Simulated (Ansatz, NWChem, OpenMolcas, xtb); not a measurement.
## Errors in the dipole moment

8 molecules; the dipole moment in D, computed less measured. Shapes, held fixed at every level: PBE0-D4/def2-TZVP. No vibrational averaging. Dipoles are compared by magnitude; molecules under 1 D, whose direction can flip, are left out. Programs: Ansatz 0.2.0, NWChem 7.3.0, OpenMolcas 26.06, xtb 6.7.1. A level may come from different programs for different species; with the same settings they agree closely. Measured values: NIST CCCBDB.

Levels: A = GFN1-xTB; B = HF/def2-SVP; C = r2SCAN-D4/def2-TZVPP; D = PBE0/aug-cc-pVDZ.

```
                   molecule  measured      A      B      C      D
           C2H2O (ethenone)      1.42  +0.88  +0.26  -0.01  +0.07
   CH2Cl2 (dichloromethane)      1.60  +0.27  +0.31  +0.06  +0.08
         CH2F2 (SMILES FCF)      1.97  +0.44  +0.30  -0.17  -0.07
      SiH3Cl (chlorosilane)      1.31  -0.31  +0.26  -0.09  +0.08
      C2H3Br (SMILES C=CBr)      1.42  +0.02  +0.23  +0.03  +0.07
         CH5N (methylamine)      1.31  +0.50  +0.13  -0.03  -0.01
         C2H5F (SMILES CCF)      1.96  +0.38  +0.20  -0.13  -0.04
C2H5N (N-methylmethanimine)      1.53  +0.32  +0.21  -0.10  -0.01
```

(1) Which level does best on this set, which worst, and which err to one side?

## Answers

(1) 
```csv
level,kind,mean error,mean absolute error,worst case
GFN1-xTB,semi-empirical,+0.312,0.390,C2H2O
HF/def2-SVP,Hartree–Fock,+0.238,0.238,CH2Cl2
r2SCAN-D4/def2-TZVPP,meta-GGA,-0.055,0.078,CH2F2
PBE0/aug-cc-pVDZ,global hybrid,+0.021,0.054,CH2Cl2
```

On this set PBE0/aug-cc-pVDZ has the smallest mean absolute error and GFN1-xTB the largest. GFN1-xTB is too high in 7 of 8; HF/def2-SVP is too high in 8 of 8; r2SCAN-D4/def2-TZVPP is too low in 6 of 8. The levels differ in basis as well as in method. Relativity is left out for Br. The set is small.

Hartree–Fock exaggerates every dipole here, as expected when electron correlation is missing: correlation usually moves charge back from the electronegative atom and makes polar bonds less ionic. PBE0 gives a larger dipole than r2SCAN in every row, probably because exact exchange curbs excessive charge delocalisation, though diffuse functions may contribute. That shift helps most for the fluorides and the two nitrogen compounds, where r2SCAN is too low, but it overshoots for ethenone, dichloromethane and bromoethene, where r2SCAN is closer. PBE0's lead is therefore narrow and depends on the mix of molecules.

GFN1-xTB fails less evenly. Its largest error, +0.88 D, is for ethenone, whose modest moment reflects a balance between the polarity of the C=O bond and π donation that places negative charge on the terminal carbon. This suggests that the approximate charge distribution misses that balance. Chlorosilane errs the other way, so no single scaling factor would repair the method. Good dipoles alone do not establish that polarisabilities or higher multipoles are equally reliable.
